An osmium ion stripped from charge 6+ to 15+ loses electrons from three different shells, while its 5s shell stays full. The 5s and 5p levels therefore serve as probes of how the potential inside the ion answers when charge is taken from outside them, from among them or from beneath them. The results are scalar-relativistic LDA for spherical, spin-unpolarised ions. Below, $\varepsilon$ is a Kohn-Sham eigenvalue, $\langle r\rangle$ the mean radius of the orbital, and the gap is $\varepsilon(5p)-\varepsilon(5s)$; [Xe] contains 5s² 5p⁶.

Osmium ions from all-electron, scalar-relativistic Kohn-Sham calculations with Quantum ESPRESSO ld1.x 7.5, using relativistic LDA (MacDonald-Vosko exchange, VWN5 correlation) and a point nucleus. The ions are spin-unpolarised, with open shells spherically averaged. Bound levels have negative eigenvalues; n/a marks an empty 5p shell.

```csv
species,Z,charge (e),electrons,configuration,eigenvalue (5s) (eV),eigenvalue (5p) (eV),mean radius (5s) (bohr),mean radius (5p) (bohr),ε(5p) − ε(5s) (eV)
Os6+,76,6,70,[Xe] 4f14 5d2,-169.67,-127.67,0.99069,1.1255,41.9988
Os7+,76,7,69,[Xe] 4f14 5d1,-187.30,-144.74,0.98463,1.1123,42.5562
Os8+,76,8,68,[Xe] 4f14,-205.65,-162.48,0.97801,1.0989,43.1716
Os9+,76,9,67,[Kr] 4d10 4f14 5s2 5p5,-226.68,-182.60,0.96845,1.0817,44.0766
Os10+,76,10,66,[Kr] 4d10 4f14 5s2 5p4,-248.16,-203.17,0.95900,1.0654,44.9907
Os11+,76,11,65,[Kr] 4d10 4f14 5s2 5p3,-270.05,-224.14,0.94967,1.0500,45.9146
Os12+,76,12,64,[Kr] 4d10 4f14 5s2 5p2,-292.34,-245.48,0.94043,1.0352,46.8509
Os13+,76,13,63,[Kr] 4d10 4f13 5s2 5p2,-319.36,-270.88,0.92404,1.0121,48.4745
Os14+,76,14,62,[Kr] 4d10 4f14 5s2,-337.88,n/a,0.92197,n/a,n/a
Os15+,76,15,61,[Kr] 4d10 4f13 5s2,-365.94,n/a,0.90641,n/a,n/a
```

Which level lies deeper, and why? The 5s level does, by 42 to 48 eV in the rows with occupied 5p, and it is the more compact of the two. One limit shows that this needs a cause: for a single non-relativistic electron around a bare nucleus, 5s and 5p are degenerate and 5p is slightly the smaller. Theory gives two reasons for the departure. An s orbital feels no centrifugal barrier, so it penetrates the core and meets a less screened nucleus, and its high speed there brings a scalar-relativistic lowering and contraction that is stronger for s than for p. The table shows only the sum of the two. The gap does not separate an occupied from an empty level and is no excitation energy: the same calculation puts 4f between the two levels, at −132.62 eV in Os6+.

How far does a level fall when one electron is removed? The removed electron, from shell $x$, had repelled an electron in orbital $i$ by the spherical average $F^0(x,i)=\langle 1/r_>\rangle$ in atomic units, $r_>$ being the larger of the two radial distances. With frozen orbitals and no exchange, the level falls by this amount. Two limits follow from the potential of a charged spherical shell. If $x$ lies wholly outside, its potential is the constant $1/r_x$ and all inner levels fall equally. If $x$ lies wholly inside, removing it is like adding a proton, and each level falls by its own $\langle 1/r\rangle_i$. Treating both as thin shells at their mean radii, with no fitted constant,

$$\Delta\varepsilon_i\approx-\frac{27.21\ \text{eV bohr}}{\max(\langle r\rangle_x,\langle r\rangle_i)} .$$

From Os12+ to Os13+ a 4f electron leaves. Its mean radius, 0.534 bohr, is well inside both probes, so 5s should fall by $27.21/0.9404=28.9$ eV and 5p by $27.21/1.0352=26.3$ eV; the calculation gives 27.02 and 25.40 eV. Over the eight steps that remove one electron from one shell, the computed fall of 5s is 0.85 to 0.95 of this estimate. Theory offers two reasons for a shortfall: the remaining electrons contract and win back some repulsion, and the local exchange attraction weakens where density was removed. The thickness of real shells can act either way. In Os13+ the integral $F^0(x,5s)$ is 25.16 eV for 5p, below the thin-shell 26.9 eV, but 31.41 eV for 4f, above the thin-shell 29.4 eV. The integrals of the ions that lose the electron take the thickness out: $F^0(5d,5s)$ is 20.20 eV in Os7+ against a fall of 18.35 eV, and $F^0(5p,5s)$ is 23.76 eV in Os9+ against 21.48 eV, about 0.9 in both cases, while for 4f the fall is 0.86 of the Os13+ integral. The low thin-shell ratio for 5p and the high one for 4f therefore come largely from the thin shell itself; how the remaining tenth or so divides between contraction and exchange is not shown. The 1s level shows the contrast between the two limits. The first 5d removal lowers 1s by 18.99 eV and 5s by 17.63 eV, nearly alike; the first 4f removal lowers 1s by 38.09 eV and 5s by only 27.02 eV. The contrast is right in kind only, since for 4f the formula would have 1s fall by much more than it does.

Why does the gap open, and in unequal steps? It grows by 0.56 and 0.62 eV for the two 5d electrons, by 0.91 to 0.94 eV for each of the four 5p electrons, and by 1.62 eV for the 4f electron. The thin-shell formula gives no change at all for 5d or 5p, since 5s and 5p are then both at or inside the shell radius, and $28.9-26.3=2.6$ eV for 4f, which is too much; the true inner limit, the difference of $\langle 1/r\rangle$ in Os12+, is larger still, 4.2 eV. Real radial densities overlap: part of a 5d or 5p electron lies inside the outer lobe of both probes, where the more compact 5s is repelled more, and part of 4f lies outside their inner lobes. The computed integrals carry this overlap. $F^0(x,5s)-F^0(x,5p)$ is 0.77 eV for 5d (in Os7+), 1.17 eV for 5p (in Os9+) and 2.22 eV for 4f (in Os13+, after the step). These are frozen-orbital values without exchange. Their order matches, and the gap steps of 0.62, 0.91 and 1.62 eV are 0.7 to 0.8 of them.

If each shell has its own step, the gap is $g_0+a_d h_d+a_p h_p+a_f h_f$, with $h_x$ the electrons removed from shell $x$ since Os6+. Least squares on the eight rows from Os6+ to Os13+ gives $g_0=41.99$, $a_d=0.583$ and $a_p=0.921$ eV, with an rms misfit of 0.01 eV; $a_f$ is fixed by Os13+ alone and tests nothing. Os14+ was kept out of the fit because its 5p is empty, but in Kohn-Sham theory the empty level is a solution in the same potential, and the calculation places it at −289.10 eV, a gap of 48.78 eV. Counting gives $41.99+2(0.583)+6(0.921)=48.68$ eV, low by 0.10 eV because the 5p step creeps upward with charge. A quadratic in the charge alone, fitted to the same eight rows, predicts 49.73 eV, high by 0.94 eV. It fails because it reads the changes of shell, from 5d to 5p and then to 4f, as a smooth curvature that goes on. The comparison favours counting: the quadratic must pass through Os13+, which counting absorbs in $a_f$, and Os14+ only continues the 4f¹⁴ series of 5p holes, along which counting is itself a straight line in the charge.

Why do the orbitals hardly shrink while their binding doubles? From Os6+ to Os15+ $|\varepsilon(5s)|$ grows by a factor 2.16 and $\langle r\rangle$ falls by 8.5 %. In the hydrogenic limit $|\varepsilon|=Z_\text{eff}^2/2n^2$ and $\langle r\rangle=[3n^2-l(l+1)]/2Z_\text{eff}$, so $\langle r\rangle\propto|\varepsilon|^{-1/2}$ and the radius would fall by 32 %. A straight-line fit of $\ln\langle r\rangle$ against $\ln|\varepsilon|$ has slope −0.12 for 5s (ten rows) and −0.14 for 5p (eight rows). No single effective charge serves: for 5s in Os6+ the energy implies 17.7 and the radius $75/(2\times0.99069)=37.9$. The opposite limit is the nearer one. A constant added to the potential shifts every eigenvalue and leaves every wavefunction unchanged, so only the non-uniform part of the change exerts a force. The radii follow the same order as the gap: 5s contracts by about 0.6 to 0.7 % per 5d electron, 1.0 % per 5p and 1.7 % per 4f. In each step up to Os13+ the 5p orbital contracts by a larger fraction than 5s, as the more loosely bound orbital should. The step from Os13+ to Os14+, which removes two 5p electrons and refills 4f, contracts 5s by a mere 0.22 %, because the two changes oppose each other.

Is Os13+ in its lowest configuration? Within this model almost certainly not, and the argument needs the link between eigenvalue and ionisation energy. By Janak's theorem $\varepsilon$ is the derivative of the total energy with respect to occupation, so removing a whole electron costs the mean of $-\varepsilon$ along the way. For Os8+ the end points give $(162.48+182.60)/2=172.54$ eV, and the total-energy difference is 172.39 eV, about 10 eV more than $-\varepsilon(5p)$ itself. Going from Os12+ to the listed Os13+ costs 283.39 eV and the next step only 250.69 eV, a drop that successive ionisations between lowest states would not show. A least-squares quadratic in the charge through $\varepsilon(5p)$ of the 4f¹⁴ ions Os10+, Os11+, Os12+ and Os14+ gives −267.1 eV for 4f¹⁴ 5s² 5p¹, hence a cost of $(245.48+267.1)/2\approx256$ eV, some 27 eV below the listed state. This is an interpolation. For the real ion, spin-orbit coupling works the other way: the last two 5p electrons are both of the more tightly bound $5p_{1/2}$ kind, which favours keeping them. To first order that level lies two thirds of the 5p splitting below the average, so a splitting near 40 eV would be needed to close 27 eV, well beyond the size expected; the terms of the open shells are not included.

What would change with other settings or another element? Spin-orbit coupling would split 5p into $5p_{1/2}$ and $5p_{3/2}$ by more than 10 eV, a size not computed here, which exceeds the whole 6.48 eV rise of the gap from Os6+ to Os13+; the listed 5p is an average. The NIST semi-empirical ionisation energy of Os8+, 168.7 eV, lies 3.7 eV below the computed one, the sign expected for removal from the upper $5p_{3/2}$ level, so this difference cannot be charged to the functional before the coupling is included. Spin polarisation would split the levels of the open-shell rows and leave the closed-shell Os8+ and Os14+ alone; whether the gap steps would still pass smoothly through 5p³ is not tested here. Without relativity, theory has 5s rising and swelling more than 5p and the gap narrowing; it would also have to turn over and vanish at extreme ionisation, where the hydrogenic degeneracy returns. Iridium with the same configuration is the inner limit taken to its end, a charge added at the centre. Frozen levels then fall by $\langle 1/r\rangle$, which in Os12+ is larger for 5s than for 5p. A gap step and a contraction larger than those of a 4f hole are the reasonable guess.

Which digits can be trusted? As output of the model, the printed eigenvalues are rounded to ±0.005 eV and steps between them to ±0.01 eV. The gap column comes from unrounded values and differs from the difference of the printed ones by up to 0.009 eV, so the drift of the 5p step from 0.905 to 0.936 eV is real in the calculation, and the counting model deserves two decimals at most. As statements about osmium ions, the 5p eigenvalues of Os8+ to Os11+ are off from the computed removal energies by about 10 eV through their dependence on occupation alone, which in LDA includes the self-repulsion of the electron; the open-shell rows are averages over terms; and 5p stands for two levels. The more durable content is comparative: the order 5d, 5p, 4f in level shift, gap step and contraction rests on electrostatics, though its 4f entry for the gap comes from a single row.
